Student: A predominance diagram of Fe–S–O always comes with straight boundaries, three of them to a corner, and no field with a dent. Is that thermodynamics or a drawing habit?

Lecturer: For line compounds it is a theorem, and three solids show it. Take iron, FeS and wüstite at 1100 K under a gas of O₂ and S₂. Iron stays in the solid, while oxygen and sulphur are exchanged with the gas. With p° = 10⁵ Pa and ideal gases, the axes are

x = μ_O − ½μ°(O₂) = ½RT ln(pO₂/p°), y = μ_S − ½μ°(S₂) = ½RT ln(pS₂/p°).

At 1100 K one decade of pressure is ½RT ln 10 = 10.53 kJ/mol on either axis. Write each phase per mole of iron as FeO_aS_b, with Gibbs energy of formation g from bcc iron and the gases at p°. At fixed T, x, y and amount of iron, the system minimises G − x n_O − y n_S. If a fraction f_i of the iron sits in phase i, this is Σ f_i φ_i per mole of iron, with

φ_i = g_i − a_i x − b_i y.

A weighted mean is smallest when all the weight lies on the smallest term, so the phase of lowest φ_i is stable. That lowest value is the chemical potential of iron relative to pure bcc iron.

Student: What are the g_i?

Lecturer: I take approximate straight-line fits as given inputs and treat them as exact within the model. Magnetite is for later.

0.947 Fe + ½ O₂ → Fe₀.₉₄₇O: ΔG° = −263.7 kJ/mol + 64.35 J/(mol K)·T
Fe + ½ S₂ → FeS: ΔG° = −150.2 kJ/mol + 52.55 J/(mol K)·T
3 Fe + 2 O₂ → Fe₃O₄: ΔG° = −1087 kJ/mol + 295 J/(mol K)·T

At 1100 K these give −192.9, −92.4 and −762.5 kJ/mol. Dividing by the iron content, with g in kJ per mole of Fe:

Fe: a = 0, b = 0, g = 0
W (wüstite): a = 1.056, b = 0, g = −203.7
FeS: a = 0, b = 1, g = −92.4
M (magnetite): a = 1.333, b = 0, g = −254.2

I carry unrounded values. A change of 1 kJ/mol in x or y is 0.1 decade of pressure, so the second decimal of a logarithm belongs to the model and not to real iron.

Student: So far this is bookkeeping. Where is convexity?

Lecturer: Phase i is stable where φ_i ≤ φ_j for every j, that is

(a_j − a_i) x + (b_j − b_i) y ≤ g_j − g_i.

Each condition is a half-plane. If two points satisfy it, so does every point of the segment between them, because the left side is linear. That holds for all j together, so the field is an intersection of finitely many half-planes: a convex polygon, which may be unbounded, and which is empty for a phase that is never stable. The boundary between i and j is straight and perpendicular to the composition difference (a_j − a_i, b_j − b_i).

Student: That depends on the axes.

Lecturer: It does. It survives any affine change, such as logarithms of pressure, or log pSO₂ in place of log pS₂, since at fixed T log pSO₂ = ½ log pS₂ + log pO₂ + constant. On linear pressure axes the W/FeS line becomes pS₂ ∝ (pO₂)^1.056, a curve.

Student: Then the corner.

Lecturer: Set φ₁ = φ₂ and φ₁ = φ₃, and let a₂₁ mean a₂ − a₁:

a₂₁ x + b₂₁ y = g₂₁, a₃₁ x + b₃₁ y = g₃₁.

The determinant D = a₂₁b₃₁ − a₃₁b₂₁ is twice the signed area of the triangle that the three compositions form in the (a, b) plane. For D ≠ 0,

x* = (g₂₁b₃₁ − g₃₁b₂₁)/D, y* = (a₂₁g₃₁ − a₃₁g₂₁)/D.

The third boundary needs no third equation: φ₂ = φ₃ follows from the other two, so it passes through the same point. With 1 = Fe, 2 = W, 3 = FeS, D = a_W = 1.056, x* = g_W/a_W = −192.9 kJ/mol and y* = g_FeS = −92.4 kJ/mol. Dividing by 10.53 gives log₁₀(pO₂/p°) = −18.32 and log₁₀(pS₂/p°) = −8.77, about 5×10⁻¹⁴ Pa and 2×10⁻⁴ Pa. Now put the origin there, u = x − x*, v = y − y*, and write a for a_W. The whole model is

φ_Fe = 0, φ_W = −a u, φ_FeS = −v.

Iron holds u ≤ 0, v ≤ 0. Wüstite holds u ≥ 0, v ≤ a u. FeS holds v ≥ 0, v ≥ a u. The stable boundaries are three rays: Fe/W runs down along u = 0, Fe/FeS runs left along v = 0, and W/FeS runs up and right along v = a u, at arctan a = 46.6° to the u axis when both axes have the same scale.

Student: The matrix was diagonal. You chose an easy case, and the extension rule may be an accident of it.

Lecturer: See it here first. Continue Fe/W upward by one decade in pS₂: φ_Fe = φ_W = 0 while φ_FeS = −10.53 kJ/mol, so the line is inside the FeS field. Continue Fe/FeS to the right by one decade in pO₂, ignoring other oxides: φ_W = −11.12 kJ/mol against 0, inside wüstite. Continue W/FeS backwards by one decade in pO₂: φ_W = φ_FeS = +11.12 kJ/mol against φ_Fe = 0, inside iron. Now in general. Move along the 1/2 line as (u, v) = s(−b₂₁, a₂₁). Then φ₂ − φ₁ stays zero and

φ₃ − φ₁ = −(a₃₁u + b₃₁v) = −D s.

For D ≠ 0 this changes sign at the corner. On the side where it is positive, phases 1 and 2 tie for lowest and the boundary is stable. On the other side phase 3 lies below both, so the metastable extension is in field 3. The determinant that fixes the corner also measures how fast the extension loses.

Student: I learned it as "no angle above 180°".

Lecturer: It is the same rule. The extension of 1/2 points 180° away from the stable ray, and it lies inside field 3 exactly when fields 1 and 2 each span less than 180°. The angles have a closed form. Near the corner, phase i wins where a_i u + b_i v is largest, and the two rays bounding its field are the outward normals to the two sides of the composition triangle at vertex i. The field angle is therefore 180° minus the interior angle there. Our triangle has vertices (0, 0), (a, 0), (0, 1) with interior angles 90°, 43.4° and 46.6°, so Fe, W and FeS span 90°, 136.6° and 133.4°, as the rays show directly. Three times 180° less the 180° of the triangle is the full 360°.

Student: You ignored other oxides. If magnetite is lower at that point, your corner is fiction.

Lecturer: That has to be tested, since the 2×2 system gives only a candidate. At the corner φ_M = g_M − (4/3)x* = +3.05 kJ/mol, above the common value zero, so the corner stands against magnetite, with a thin margin. Away from it φ_M = 3.05 − (4/3)u, which meets −a u at u = 3.05/0.2774 = 11.0 kJ/mol, where 0.2774 is 4/3 − a. There the W/FeS ray ends, at v = a u = 11.6 kJ/mol, in a second triple point W–M–FeS at x = −181.9, y = −80.8 kJ/mol, or logarithms −17.28 and −7.67. Wüstite's field is a half-strip 1.0 decade wide with a slanted roof, convex and open downward. The extension rule is thus local: the Fe/FeS extension enters wüstite and, just over a decade on, passes into magnetite.

Student: Why per iron atom? Formula units look as good.

Lecturer: Only iron is conserved in the solid. Equating the potentials of one Fe₀.₉₄₇O and one Fe₃O₄ gives −192.9 − x = −762.5 − 4x, so x = −189.9 instead of −181.9 kJ/mol. That equation creates iron from nothing, and its root moves if the zero of energy for iron is changed.

Student: And Fe, wüstite, magnetite? Three phases, yet no corner.

Lecturer: Their compositions are collinear, all with b = 0, so D = 0. The boundaries are parallel vertical lines and never meet at one point. They can only coincide along their whole length, which needs a special temperature, and that brings us to four phases. Four equal φ give three equations for two unknowns. They are consistent only if the 4×4 determinant with rows (1, a_i, b_i, g_i) vanishes. Expanding along the last column gives Σ ν_i g_i = 0, where the cofactors ν_i obey Σ ν_i = Σ ν_i a_i = Σ ν_i b_i = 0. They are the coefficients of the one reaction among the four solids that needs no gas, and the condition says its ΔG is zero. That is one equation for T, with an isolated root when the reaction entropy is not zero. For g_i = A_i + B_i T the root is T₄ = −Σ ν_i A_i / Σ ν_i B_i. The phase rule agrees: three components with three solids and a gas leave 3 − 4 + 2 = 1 degree of freedom, so a triple point exists over a range of T, while four solids and a gas leave none.

Student: Give me T₄ for our four.

Lecturer: FeS alone holds sulphur, so its coefficient is zero and the reaction is wüstite → iron + magnetite. Per mole of oxygen, Fe/M lies at x = −271.75 kJ/mol + 73.75 J/(mol K)·T. Subtracting the Fe/W line leaves −8.05 kJ/mol + 9.40 J/(mol K)·T. At 1100 K this is 2.29 kJ/mol, and 4/3 of it is the 3.05 found before. It vanishes at T₄ = 8.6×10² K. The location is soft. A shift of 1 kJ per mole of oxygen in either fit moves it by 1.1×10² K, and the straight lines are being carried through the Curie point of iron, measured at 1043 K (as listed by Marian Arale Brännvall 2024), where the heat capacity is anomalous. The structure is firm: on cooling, the strip narrows, the two triple points merge at T₄, and a single Fe–M–FeS corner remains below.

Student: At T₄ wüstite has no area. That is three fields and a line, not four fields.

Lecturer: Correct. Four phases coexist at that point, but wüstite lies on the side Fe–M of the composition triangle, so its field is a half-line. A phase inside the triangle of the other three would appear as a point that grows into a triangular field. Four areas meet only when the compositions form a convex quadrilateral. Invent a compound Q with composition (a, 1), not a real phase, and g_Q = g_W + g_FeS + δ, where the sum of the first two is −296.1 kJ/mol. Leave magnetite out. Then φ_Q = δ − a u − v. For δ > 0 there is a W/FeS edge from (0, 0) to (δ/a, δ). For δ < 0 it is replaced by an Fe/Q edge from (0, δ) to (δ/a, 0). At δ = 0 the edge has no length and four fields of 90° meet. Here δ is ΔG of W + FeS → Fe + Q, and it crosses zero at one temperature if the entropy of that reaction is not zero. In terms of the lower convex hull of the points (a, b, g), vertices are fields, edges are boundaries and triangular faces are triple points. A flat four-cornered face needs δ = 0, and across it the diagonal flips.

Student: My last objection is the serious one. Wüstite is not a line compound.

Lecturer: Then φ_W is the minimum of g − a x − b y over its composition range. A minimum of linear functions is concave, and ∂φ_W/∂x = −a with a rising as x rises. Take approximately Fe₀.₉₀O at the magnetite side, a = 1.111, a rise of Δa = 0.055, and assume it linear in u. Integration across a strip of width U gives φ_W = −(a + Δa/2)U. The W/M condition becomes U = 3.05/0.250 = 12.2 kJ/mol, a shift of 1.2 kJ/mol or 0.12 decade. With FeS still a line compound the roof bends upward and ends ½ΔaU = 0.34 kJ/mol, 0.03 decade, above its initial tangent. Wüstite lies below a curve that bends upward, so its field is no longer strictly a convex set. The iron deficiency that FeS acquires as y rises bends the line the other way. What survives is this. The field of a line compound stays convex, because each φ_j − φ_i is concave and the region where a concave function is non-negative is convex. The Fe–W–FeS corner does not move, since x* = g_W/a_W is the formation energy per oxygen at iron saturation. The extension rule and the angles hold for the tangents, with the compositions taken at the corner.

Student: And pressure on the solids, and melting?

Lecturer: With approximate molar volumes of 7 and 18 cm³/mol for Fe and FeS, taking the solids from vacuum to p° changes g_FeS − g_Fe by 1.1 J/mol, negligible beside 3.05 kJ/mol. Melting is a new competitor. Iron, FeS and wüstite form a liquid above approximately 1190 K, and once its concave φ drops below zero at (x*, y*) the corner is replaced by a small field of melt with three corners of its own. At 1100 K that has not happened, iron is still bcc, below its transformation near 1185 K, and the three planes 0, −a u and −v describe the neighbourhood of the point.